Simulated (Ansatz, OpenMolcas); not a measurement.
A ladder of methods for C2H3In (SMILES C#[C][InH2])

C2H3In has 6 atoms, charge 0, and is taken as a singlet. SMILES: `C#[C][InH2]`. The coordinates come from a PBE0-D4/def2-TZVP relaxation.

Quantity: the vertical energy of the triplet above the singlet, in eV. The values are calculated.

```
                            level                    kind     program  value (eV)
    HF/def2-SVPD (core potential)            Hartree–Fock      Ansatz        3.99
 SVWN5/def2-SVPD (core potential)                     LDA      Ansatz        3.92
revPBE/def2-SVPD (core potential)                     GGA      Ansatz        3.98
 M06-L/def2-SVPD (core potential)                meta-GGA  OpenMolcas        4.35
M06-2X/def2-SVPD (core potential)         hybrid meta-GGA  OpenMolcas        4.71
 HSE06/def2-SVPD (core potential)  range-separated hybrid      Ansatz        4.29
B2PLYP/def2-SVPD (core potential)           double hybrid      Ansatz        4.81
  CCSD/def2-SVPD (core potential)   coupled cluster or CI      Ansatz        4.82
```

Spin-orbit coupling is left out. The values span 3.92 to 4.82 eV. In the correlated wave-function rows the outer d shell of In is correlated, in sets not made for it. The second state's dipole differs much between rows, so they may not all be the same state.

Every row puts the triplet well above the singlet at this geometry, as expected for trivalent indium with its bonding electrons paired. The lowest acceptor orbitals are probably the empty In 5p orbital and the ethynyl π*, with the ethynyl π and the In–C and In–H σ bonds as possible donors. Promotion from any of these breaks up a bonding pair, which explains a gap of several eV, but the energies alone can't tell which excitation is involved.

The gap doesn't simply follow the share of exact exchange: M06-L lies slightly above HSE06, and Hartree–Fock, at 3.99 eV, falls beside revPBE at 3.98 eV rather than near CCSD at 4.82 eV. The low Hartree–Fock value probably reflects missing correlation between opposite-spin electrons, which penalises the singlet more. Its match with revPBE is therefore no evidence that the lower value is right, and the closeness of B2PLYP to CCSD doesn't by itself establish the higher one. A vertical gap also leaves open how far the triplet would drop on relaxing its geometry.
